**Ga₄P₃N band levels: HSE06 against PBE0, shift and stretch**

The table holds the levels of the two top filled and two lowest empty bands of ordered Ga₄P₃N at named k points, from plane-wave PAW runs with HSE06 and PBE0 on the same r2SCAN cell and a 4×4×4 mesh. The program fits a rigid shift, a shift with stretch and a uniform scaling to seven distinct points, and compares the gap opening with the flat-kernel limit 2αω/√π of long-range exchange, with ω assumed at its standard value. The gap opens by 0.654 eV, 77 % of the limit of 0.844 eV, shared between a falling valence top and a rising conduction bottom. Filled bands stretch by 1.9 % and empty ones by about 1.2 %, with misfits up to 17 meV at R and X, while uniform scaling misses by up to 0.34 eV. About half of the long-range kernel lies in the central mesh cell, so the exact size of the opening depends on a mesh convergence that is untested.

Calculated values. Band levels of Ga4P3N (ordered alloy on the zincblende lattice, I-42m, a = 5.224, c = 10.338 Å, 8 atoms in the cell) in HSE06 (cheaper level) and PBE0 (costlier level), each from its own valence top. Ansatz 0.2.0, plane-wave PAW, cutoff 420 eV, 4×4×4 k mesh, no spin polarisation, cell relaxed with r2SCAN.

## Program and output

```python
# Table: band levels v2, v1, c1, c2 (eV, from each valence top) of Ga4P3N at named k points,
# Ansatz 0.2.0 plane-wave PAW, HSE06 (point_) and PBE0 (level_), same r2SCAN cell, 4x4x4 mesh.
# Tested: rigid shift, shift plus stretch, uniform scaling; long-range exchange limit 2*alpha*omega/sqrt(pi).
T = {
    'point_name': ['Gamma', 'X', 'P', 'N', 'M', 'S', 'S_0', 'R', 'G', 'extra_v'],
    'point_v2': [-0.01, -0.607, -0.597, -1.783, -1.173, -1.291, -1.291, -0.925, -0.925, -0.022],  # eV
    'point_v1': [-0.003, -0.489, -0.53, -0.615, -1.173, -0.597, -0.597, -0.611, -0.611, 0.0],  # eV
    'point_c1': [1.688, 1.948, 2.756, 4.128, 2.483, 3.068, 3.068, 2.426, 2.426, 1.701],  # eV
    'point_c2': [3.166, 3.893, 3.991, 4.347, 2.49, 4.11, 4.11, 4.047, 4.047, 3.176],  # eV
    'level_v2': [-0.011, -0.614, -0.612, -1.817, -1.199, -1.312, -1.312, -0.935, -0.935, -0.023],  # eV
    'level_v1': [-0.003, -0.5, -0.544, -0.629, -1.199, -0.613, -0.613, -0.621, -0.621, 0.0],  # eV
    'level_c1': [2.342, 2.606, 3.433, 4.822, 3.157, 3.74, 3.74, 3.083, 3.083, 2.355],  # eV
    'level_c2': [3.847, 4.563, 4.677, 5.044, 3.166, 4.802, 4.802, 4.716, 4.716, 3.856],  # eV
}
import numpy as np
from scipy import constants as C
from scipy.special import erf
Ha = C.physical_constants['Hartree energy in eV'][0]
a0 = C.physical_constants['Bohr radius'][0]*1e10
B = ['v2', 'v1', 'c1', 'c2']
n = T['point_name']
H = np.array([T['point_'+b] for b in B], float).T
P = np.array([T['level_'+b] for b in B], float).T
D = P-H
ix = {s: i for i, s in enumerate(n)}
assert all(np.allclose(M[ix[s]], M[ix[t]]) for s, t in (('S', 'S_0'), ('R', 'G')) for M in (H, P))
show = [i for i, s in enumerate(n) if s not in ('S_0', 'G')]   # symmetry copies dropped
fit = [i for i in show if n[i] != 'extra_v']                   # extra_v nearly repeats Gamma
rms = lambda x: float(np.sqrt(np.mean(np.square(x))))
gH, gP = H[:, 2].min()-H[:, 1].max(), P[:, 2].min()-P[:, 1].max()
print(f"gap: HSE06 {gH:.3f}, PBE0 {gP:.3f} eV, opening {gP-gH:.3f} eV, ratio {gP/gH:.3f}")
print(f"rounding of a difference: at most 0.001 eV, rms {0.001/np.sqrt(6):.4f} eV")
Ev, Dv = H[fit, :2].ravel(), D[fit, :2].ravel()
Ec, Dc = H[fit, 2:].ravel()-H[:, 2].min(), D[fit, 2:].ravel()
sv = Ev@Dv/(Ev@Ev)
ev = np.sqrt(np.sum((Dv-sv*Ev)**2)/(len(Ev)-1)/(Ev@Ev))
(sc, d0), cov = np.polyfit(Ec, Dc, 1, cov=True)
R = D-np.hstack([sv*H[:, :2], d0+sc*(H[:, 2:]-H[:, 2].min())])
print("shift PBE0-HSE06 v2 v1 c1 c2 | misfit of shift+stretch (meV) | c1-v1 HSE06, PBE0, change (eV)")
for i in show:
    vH, vP = H[i, 2]-H[i, 1], P[i, 2]-P[i, 1]
    print(f"{n[i]:8s}"+" ".join(f"{x:+.3f}" for x in D[i])+" | "+" ".join(f"{1e3*x:+5.1f}" for x in R[i])+f" | {vH:.3f} {vP:.3f} {vP-vH:.3f}")
print("fits use 7 points (copies S_0, G and near-Gamma extra_v left out)")
print(f"empty shifts {Dc.min():.3f} to {Dc.max():.3f}, spread {np.ptp(Dc):.3f} eV = {100*np.ptp(Dc)/Dc.mean():.1f} % of mean")
r = Dc-Dc.mean()
print(f"rigid: shift {Dc.mean():.3f} eV; empty rms {1e3*rms(r):.1f} max {1e3*abs(r).max():.1f}; filled rms {1e3*rms(Dv):.1f} max {1e3*abs(Dv).max():.1f} meV")
print(f"stretch, filled: {100*sv:.2f} +- {100*ev:.2f} %; rms {1e3*rms(R[fit,:2]):.1f} max {1e3*abs(R[fit,:2]).max():.1f} meV")
print(f"stretch, empty: shift {d0:.3f} eV, {100*sc:.2f} +- {100*np.sqrt(cov[0,0]):.2f} %; rms {1e3*rms(R[fit,2:]):.1f} max {1e3*abs(R[fit,2:]).max():.1f} meV")
for j in (2, 3):
    p, cv = np.polyfit(H[fit, j], D[fit, j], 1, cov=True)
    print(f"  {B[j]} alone: slope {100*p[0]:.2f} +- {100*np.sqrt(cv[0,0]):.2f} %, rms {1e3*rms(D[fit,j]-np.polyval(p,H[fit,j])):.1f} meV")
k = np.sum(H[fit]*P[fit])/np.sum(H[fit]**2)
print(f"uniform scaling: factor {k:.3f}, rms {rms(P[fit]-k*H[fit]):.3f}, max {abs(P[fit]-k*H[fit]).max():.3f} eV")
on = [i for i in fit if n[i] not in ('S', 'R')]
print(f"misfit rms: on-mesh points {1e3*rms(R[on]):.1f}, off-mesh S and R {1e3*rms(R[[ix['S'],ix['R']]]):.1f} meV")
for j, b in enumerate(B):
    wH, wP = np.ptp(H[:, j]), np.ptp(P[:, j])
    print(f"width over listed points {b}: {wH:.3f} -> {wP:.3f} eV, {1e3*(wP-wH):+.0f} meV, {100*(wP/wH-1):+.1f} %")
g = ix['Gamma']
print("c1 above Gamma (eV): "+", ".join(f"{s} {H[ix[s],2]-H[g,2]:.3f}->{P[ix[s],2]-P[g,2]:.3f}" for s in ('X', 'R', 'M', 'P')))
print(f"Gamma v1-v2 {1e3*(H[g,1]-H[g,0]):.0f}->{1e3*(P[g,1]-P[g,0]):.0f} meV; M c2-c1 {1e3*(H[ix['M'],3]-H[ix['M'],2]):.0f}->{1e3*(P[ix['M'],3]-P[ix['M'],2]):.0f} meV")
# further outputs of the same runs, eV (HSE06, PBE0); electron count; cell of the caption
vb, cb = (7.264927, 6.919434), (8.952847, 9.261833)
eb, ex = (-337.571479, -367.24114), (-230.538911, -260.298721)
N, a, c, al = 72, 5.224, 10.338, 0.25
print(f"raw shifts: valence top {vb[1]-vb[0]:+.3f}, conduction bottom {cb[1]-cb[0]:+.3f}, mean filled level {(eb[1]-eb[0])/N:+.3f} eV")
q0 = (3*(2*np.pi)**3/(a*a*c/2)/64/(4*np.pi))**(1/3)
print(f"mesh step {2*np.pi*np.hypot(1/a,1/c)/4:.3f} 1/A; radius of sphere with one mesh cell {q0:.3f} 1/A")
big = (D[:, 2:].max(1)-D[:, :2].min(1)).max()
print(f"largest vertical change among listed bands {big:.3f} eV; exact-exchange energy change {ex[1]-ex[0]:.2f} eV")
for lab, w in (("0.11/bohr", 0.11), ("0.20/A", 0.20*a0)):   # standard recalled screening values, assumed
    L = 2*al*w/np.sqrt(np.pi)*Ha
    print(f"omega {lab}: limit {L:.3f} eV, half {L/2:.3f} eV; gap opening {100*(gP-gH)/L:.0f} %, largest change {100*big/L:.0f} % of limit")
    print(f"  top {200*(vb[0]-vb[1])/L:.0f} %, bottom {200*(cb[1]-cb[0])/L:.0f} %, mean filled {200*(eb[0]-eb[1])/N/L:.0f} % of half")
    print(f"  exchange energy limit {-N*L/2:.2f} eV (ratio {(ex[0]-ex[1])/(N*L/2):.3f}); kernel width {2*w/a0:.3f} 1/A; weight in central cell {100*erf(q0*a0/(2*w)):.0f} %")
    assert 0.5*L < gP-gH < big < L
assert (D[:, :2] < 1e-9).all() and sv > 0 and sc > 0
```

It prints:

```
gap: HSE06 1.688, PBE0 2.342 eV, opening 0.654 eV, ratio 1.387
rounding of a difference: at most 0.001 eV, rms 0.0004 eV
shift PBE0-HSE06 v2 v1 c1 c2 | misfit of shift+stretch (meV) | c1-v1 HSE06, PBE0, change (eV)
Gamma   -0.001 +0.000 +0.654 +0.681 |  -0.8  +0.1  -3.8  +5.7 | 1.691 2.345 0.654
X       -0.007 -0.011 +0.658 +0.670 |  +4.7  -1.6  -2.8 -14.0 | 2.437 3.106 0.669
P       -0.015 -0.014 +0.677 +0.686 |  -3.5  -3.8  +6.6  +0.9 | 3.286 3.977 0.691
N       -0.034 -0.014 +0.694 +0.697 |  +0.4  -2.1  +7.3  +7.6 | 4.743 5.451 0.708
M       -0.026 -0.026 +0.674 +0.676 |  -3.4  -3.4  +6.8  +8.7 | 3.656 4.356 0.700
S       -0.021 -0.016 +0.672 +0.692 |  +3.9  -4.5  -2.2  +5.5 | 3.665 4.353 0.688
R       -0.010 -0.010 +0.657 +0.669 |  +7.8  +1.8  -9.5 -16.8 | 3.037 3.704 0.667
extra_v -0.001 +0.000 +0.654 +0.680 |  -0.6  +0.0  -3.9  +4.6 | 1.701 2.355 0.654
fits use 7 points (copies S_0, G and near-Gamma extra_v left out)
empty shifts 0.654 to 0.697, spread 0.043 eV = 6.4 % of mean
rigid: shift 0.676 eV; empty rms 13.1 max 21.5; filled rms 17.3 max 34.0 meV
stretch, filled: 1.93 +- 0.11 %; rms 3.6 max 7.8 meV
stretch, empty: shift 0.658 eV, 1.19 +- 0.27 %; rms 8.2 max 16.8 meV
  c1 alone: slope 1.63 +- 0.31 %, rms 5.1 meV
  c2 alone: slope 0.62 +- 0.68 %, rms 9.2 meV
uniform scaling: factor 1.187, rms 0.160, max 0.339 eV
misfit rms: on-mesh points 5.5, off-mesh S and R 8.0 meV
width over listed points v2: 1.773 -> 1.806 eV, +33 meV, +1.9 %
width over listed points v1: 1.173 -> 1.199 eV, +26 meV, +2.2 %
width over listed points c1: 2.440 -> 2.480 eV, +40 meV, +1.6 %
width over listed points c2: 1.857 -> 1.878 eV, +21 meV, +1.1 %
c1 above Gamma (eV): X 0.260->0.264, R 0.738->0.741, M 0.795->0.815, P 1.068->1.091
Gamma v1-v2 7->8 meV; M c2-c1 7->9 meV
raw shifts: valence top -0.345, conduction bottom +0.309, mean filled level -0.412 eV
mesh step 0.337 1/A; radius of sphere with one mesh cell 0.187 1/A
largest vertical change among listed bands 0.731 eV; exact-exchange energy change -29.76 eV
omega 0.11/bohr: limit 0.844 eV, half 0.422 eV; gap opening 77 %, largest change 87 % of limit
  top 82 %, bottom 73 %, mean filled 98 % of half
  exchange energy limit -30.40 eV (ratio 0.979); kernel width 0.416 1/A; weight in central cell 48 %
omega 0.20/A: limit 0.812 eV, half 0.406 eV; gap opening 81 %, largest change 90 % of limit
  top 85 %, bottom 76 %, mean filled 101 % of half
  exchange energy limit -29.25 eV (ratio 1.018); kernel width 0.400 1/A; weight in central cell 49 %
```
